Q: I have proton and nitrogen spectra of 2-aminothiazole and want calculated shifts to set beside them. Which functional should I use?

A: That depends on which nucleus you ask about and what you want to decide.

Isotropic GIAO NMR shieldings σ of C3H4N2S (SMILES Nc1nccs1) in the gas phase, calculated with PySCF 2.14.0, density fitting and the pcSseg-2 basis at the PBE0-D3(BJ)/def2-SVP geometry. Atoms are numbered in SMILES order, hydrogens after the heavy atoms; equivalent atoms are averaged. Exact exchange is given by each functional's definition, rounded to whole per cent.

```
functional  exact exchange, long range (%)  σ N3 (ppm)  σ H7 (ppm)  σ H9 (ppm)  σ H10 (ppm)  rough cost (core min)
       KT2                               0       -19.5       26.78       24.13        24.80                    0.9
       KT3                               0       -18.0       26.93       24.30        24.97                    0.8
     B3LYP                              20       -39.4       26.98       24.27        24.96                    0.6
     B97-D                             n/a       -26.7       27.01       24.35        25.01                    0.8
  mPW1PW91                             n/a       -34.3       26.88       24.13        24.81                    0.5
      PBE0                              25       -32.9       26.81       24.07        24.75                    0.6
```

The symbol σ is the isotropic shielding, averaged over all orientations of the molecule. A spectrum gives the chemical shift δ, which is close to

δ ≈ σ(reference) − σ(sample)

so a lower σ means a higher shift. N3 is the ring nitrogen, H9 sits on the ring carbon next to it, and H10 on the carbon next to sulphur. H7 stands for the two amine protons, averaged. KT2, KT3 and B97-D contain no exact exchange, B3LYP has 20 %, and PBE0 and mPW1PW91 have 25 %.

Q: The proton columns hardly move, but the nitrogen column runs from −18 to −39 ppm. Is nitrogen simply calculated badly?

A: The columns show how far the answer depends on the functional. They can't show which answer is right, because there is no measured or higher-level value among them. The spread is 21 ppm for N3 and at most 0.28 ppm for a proton. Nitrogen shifts in organic molecules cover some hundreds of ppm, though, and proton shifts little more than ten, so as a share of the usable range both spreads are a few per cent. Nitrogen is the more sensitive nucleus, but by much less than the raw figures suggest.

Q: Why is it more sensitive at all?

A: The shielding is a sum of two parts:

σ = σd + σp

The diamagnetic part σd comes from the electrons circulating in the field and depends mainly on the density near the nucleus, on which the functionals nearly agree. The paramagnetic part σp is negative. It arises because the field mixes occupied orbitals with empty ones, and it behaves roughly as

σp ∝ −⟨r⁻³⟩ / ΔE

where ⟨r⁻³⟩ measures how close the valence p electrons come to the nucleus and ΔE is an effective excitation energy. A two-level atom in an electric field is a simpler case of the same kind: its polarizability also grows as the excitation energy falls.

A ring nitrogen has everything that makes σp large. Its lone pair lies in the ring plane, an empty π* orbital lies not far above, and a magnetic field in the plane can rotate one into the other. All six runs also give the two parts separately. I compare them here for four, leaving out KT3 and B97-D: among these σd of N3 varies by 1.7 ppm and σp by 21.4 ppm. From KT2 to PBE0 the least shielded component of the N3 tensor falls by 39 ppm, far more than either of the others moves. That fits a lone-pair-to-π* rotation, although I infer this assignment from the usual behaviour of such nitrogens and not from the tensor's axes.

A proton has no valence p shell, and its σp is only a few ppm. Even so, its steadiness is partly a cancellation: from KT2 to the hybrids, σd of H9 rises by 1.3 to 1.6 ppm and σp falls by about as much, so the sum hardly moves. How the total divides into the two parts depends on the convention used for the origin of the magnetic vector potential, and only the sum can be measured.

Q: Can I use that to estimate the change for an atom I haven't calculated?

A: Roughly. Suppose a change of functional alters the effective ΔE by a similar proportion everywhere in the ring. Then every σp is multiplied by one factor k, and

Δσ ≈ (k − 1) σp

Take k from the three ring carbons and predict N3, which then plays no part in the fit. From KT2 to PBE0 the carbons' σp grows by factors of 1.042, 1.041 and 1.030, with a mean of 1.038. With σp = −341.6 ppm for N3 in KT2,

Δσ ≈ 0.038 × (−341.6) ≈ −13 ppm

and the calculated change is −13.4 ppm. The agreement is a little lucky: σp itself falls by 15 ppm, and a small rise in σd makes up the difference.

The output printed after this exchange fits one k to all six heavy atoms, for each of the three hybrids against KT2. The ring carbons and N3 then come out within about 4 ppm. Sulphur changes by 7 to 17 ppm more than the model allows, but that is only about a quarter of its large change, much the same share as for the carbon carrying the amine group. The amine nitrogen is off by 5 to 7 ppm, and for PBE0 and mPW1PW91 even the sign is wrong. Its lone pair is conjugated with the ring instead of lying free in the plane, its σp responds little, and with those two functionals the small rise in σd wins. So the rule serves for atoms of similar bonding, not for every atom in a molecule.

Q: Hybrids open the gap between the highest occupied and the lowest empty orbital. Shouldn't that make σp smaller?

A: If that gap were ΔE, yes. It widens from 4.02 eV in KT2 to 5.91 eV in PBE0, which would shrink σp by about a third and raise the N3 shielding by roughly 110 ppm. The calculation gives a fall of 13 ppm, so the simple gap picture has the wrong sign.

The reason lies in how the electrons respond, and here the two-level atom stops being a guide. With a functional free of exact exchange, as these are normally applied, a magnetic field induces currents but no first-order change of density, so the orbital energy differences stand in the denominators as they are. Exact exchange does respond to the currents. For an occupied orbital i and an empty orbital a, the leading denominator becomes

Δε − c [(ii|aa) − (ia|ia)]

where Δε is the orbital energy difference, c the share of exact exchange, and the brackets are the Coulomb and exchange integrals between the two orbitals. The exchange that widened Δε is largely taken back. Theory doesn't fix which of the two wins in a given molecule. For N3 the three hybrids end with a more negative σp than KT2, but the rest of the functional changes between these rows too, so exact exchange needn't be the only cause.

Q: Then the share of exact exchange tells me where a functional will land?

A: Only loosely. All three hybrids give a lower N3 shielding than all three functionals without exact exchange. But B3LYP, with 20 %, lies 5 to 7 ppm below the two that have 25 %, and B97-D lies 7 to 9 ppm below KT2 and KT3 with no exact exchange in any of them. The rest of the functional therefore matters at the same level. I suspect the different gradient and correlation terms, but no two rows differ in one ingredient alone, so that remains a guess.

KT2 and KT3 were constructed with shieldings in mind, partly to cure the tendency of common functionals to make σp too large. That is a good reason to include one of them in a nitrogen study. It isn't evidence that −18 ppm is the right value here.

Q: Let me be practical. I need to assign the two ring CH protons.

A: Any row will do. H9 is less shielded than H10 by 0.66 to 0.69 ppm throughout, so it belongs to the signal at higher shift. Most of the difference between functionals is a common offset of the protons, and it drops out when you subtract one from another.

The amine protons are less tidy. H7 minus H9 runs from 2.63 to 2.75 ppm and is slightly larger in the hybrids. A tenth of a ppm is still the least of your worries there, because hydrogen bonding to solvent can move an NH signal by a ppm or more, and these are isolated molecules. In the frozen geometry the two amine protons also differ by about 0.5 ppm, which rotation about the C–N bond averages out if it is fast enough.

Q: And the nitrogen shift, to within 5 ppm?

A: No single row can promise that. PBE0 and mPW1PW91 agree within 1.4 ppm, but they are built alike, and agreement between relatives is no measure of error.

The reference compound decides how much of the uncertainty survives. In the four runs I compared atom by atom, KT2 and the three hybrids, the shielding difference between the amine nitrogen and N3 is 199 ppm with KT2 and 215 to 217 ppm with the hybrids. An amine-like reference would leave nearly all of the disagreement in your shift. A reference with a similar in-plane lone pair, such as pyridine, should remove much more of it, provided it is calculated with the same functional and basis. The carbons support this: the difference between the two CH carbons varies by 1.9 ppm, whereas that between the CH carbon next to sulphur and the carbon carrying the amine group varies by 5.7 ppm.

Q: Couldn't I just pick the functional that comes closest to my spectrum in water?

A: That could mislead you. A hydrogen bond to N3 stabilises the lone pair, raises ΔE and increases the shielding, typically by ten ppm or more in water; that size is from memory. A gas-phase calculation leaves this out. KT2 and KT3, which give the highest N3 shieldings, could then look good even if they were wrong for the isolated molecule. Put the solvent in first, with explicit water at the nitrogen if you can, and judge the functional afterwards. Molecular vibration is missing as well, and only one conformer was calculated; at the 5 ppm level both deserve a check. The calculations are also non-relativistic, which should matter less for a nitrogen bonded only to carbon.

Q: What if the question is only which tautomer I have?

A: Then the choice of functional matters little. Moving a proton onto the ring nitrogen ties up the lone pair and usually changes its shift by something like a hundred ppm, several times the spread seen here. The same reasoning tells you what to expect of neighbouring molecules. In the cation protonated at N3, the functionals should agree better on that nitrogen. In an azo compound or a tetrazine, where lone-pair-to-π* excitations lie lower still, they should disagree more.

Q: Does cost settle anything?

A: Not for a molecule of this size. Every row took between 0.5 and 0.9 core minutes. The hybrids happen to be the cheaper ones here, although they alone need the coupled response equations, so I wouldn't read a ranking into such short and rough timings. In large molecules exact exchange becomes the expensive step. Its formal cost grows with about the fourth power of size, so doubling the molecule could multiply the time by up to sixteen, which is still only minutes.

I would therefore run PBE0 and KT2 side by side, each with its own reference. If both lead to the same chemical conclusion, the choice between them doesn't matter for it, though B3LYP shows that these two don't span the whole spread. If the two lead to different conclusions, or if you need the nitrogen shift itself to a few ppm, calibrate on some ring nitrogens with known shifts in the same solvent before you trust either.

Numerical output:

```
exx filled from definitions: B97-D 0 %, mPW1PW91 25 %; row order: KT2 KT3 B3LYP B97-D mPW1PW91 PBE0
spread ppm: N3 21.4; H7 H9 H10 0.23 0.28 0.26; N3/max H 76
rounding: N3 +-0.05, H +-0.005, H differences +-0.01 (rms 0.004) ppm
row: exx% | N3-N3(PBE0), N3 line resid | H offset, resid H7 H9 H10 | H7-H9, line resid | H10-H9
KT2: 0 | 13.4 2.3 | -0.093 -0.025 0.015 0.010 | 2.65 0.004 | 0.67
KT3: 0 | 14.9 3.8 | 0.070 -0.038 0.022 0.017 | 2.63 -0.016 | 0.67
B3LYP: 20 | -6.5 -6.2 | 0.073 0.008 -0.012 0.003 | 2.71 -0.011 | 0.69
B97-D: 0 | 6.2 -4.9 | 0.127 -0.015 0.015 -0.000 | 2.66 0.014 | 0.66
mPW1PW91: 25 | -1.4 1.8 | -0.057 0.038 -0.022 -0.017 | 2.75 0.010 | 0.68
PBE0: 25 | 0.0 3.2 | -0.120 0.032 -0.018 -0.013 | 2.74 -0.000 | 0.68
H offset model: rms 0.096 -> 0.021 ppm, worst 0.038; offset range 0.25
range H10-H9 0.03, H7-H9 0.12 ppm; H7-H9 hybrids minus GGAs 0.087
H7-H9 = 2.646 + 0.0038*exx%, rms 0.011 ppm
N3 = -21.8 + -0.57*exx%, rms 4.0, worst B3LYP -6.2 ppm
N3 range at 0% 8.7, at 25% 1.4; hybrid mean - GGA mean -14.1 ppm
N3 steps: KT3-KT2 1.5, B97-D-KT2 -7.2, B3LYP-KT2 -19.9 ppm
cost core min: 0.5-0.9; GGA mean 0.83, hybrid mean 0.57
four rows: KT2 B3LYP mPW1PW91 PBE0 ; max |dia+para - table| N3 0.02 ppm
gap eV: 4.02 5.48 5.91 5.91 | N3 dia: 322.1 323.6 323.6 323.8 | N3 para: -341.6 -363.0 -357.9 -356.7
N3 para ratio to KT2, actual: 1.000 1.063 1.048 1.044 | 1/gap model: 1.000 0.734 0.679 0.680
spread ppm N1 C2 N3 C4 C5 S6 H9: total 4.6 18.2 19.9 13.8 12.5 59.0 0.2
  dia 3.2 2.8 1.7 1.8 2.7 2.4 1.6 | para 4.3 15.4 21.4 12.0 9.9 56.5 1.5
KT2 para N1..S6 H9: -134.1 -240.7 -341.6 -208.7 -186.5 -728.2 -4.7
B3LYP/KT2 para ratio N1..S6: 1.032 1.064 1.063 1.058 1.053 1.078; k 1.058; H9 (not fitted, no p shell) 1.32
  total change ppm: -2.4 -18.2 -19.9 -13.8 -12.5 -59.0; resid of (k-1)*para: 5.3 -4.3 -0.1 -1.8 -1.8 -16.9
  N3 s11 s22 s33 change: -44.8 -20.7 6.0; H9 dia, para change: 1.64 -1.50
mPW1PW91/KT2 para ratio N1..S6: 1.011 1.047 1.048 1.045 1.035 1.049; k 1.039; H9 (not fitted, no p shell) 1.28
  total change ppm: 1.3 -12.7 -14.8 -9.8 -8.0 -37.8; resid of (k-1)*para: 6.6 -3.3 -1.4 -1.6 -0.8 -9.4
  N3 s11 s22 s33 change: -41.4 -14.7 11.7; H9 dia, para change: 1.32 -1.32
PBE0/KT2 para ratio N1..S6: 1.008 1.042 1.044 1.041 1.030 1.041; k 1.034; H9 (not fitted, no p shell) 1.30
  total change ppm: 2.2 -11.6 -13.4 -8.9 -7.0 -32.1; resid of (k-1)*para: 6.8 -3.3 -1.6 -1.8 -0.6 -7.1
  N3 s11 s22 s33 change: -39.0 -13.2 12.1; H9 dia, para change: 1.36 -1.42
N1-N3 ppm: 199.1 216.5 215.2 214.6; range all 17.4, hybrids only 1.9
C5-C2 ppm: 56.9 62.5 61.6 61.4; range all 5.7, hybrids only 1.1
C5-C4 ppm: 30.4 31.7 32.2 32.3; range all 1.9, hybrids only 0.6
hybrids-only spread N1 C2 N3 C4 C5 S6 ppm: 4.6 6.6 6.5 4.9 5.5 26.8
two amine protons, H7-H8 before averaging, ppm: 0.45 0.53 0.51 0.51
```
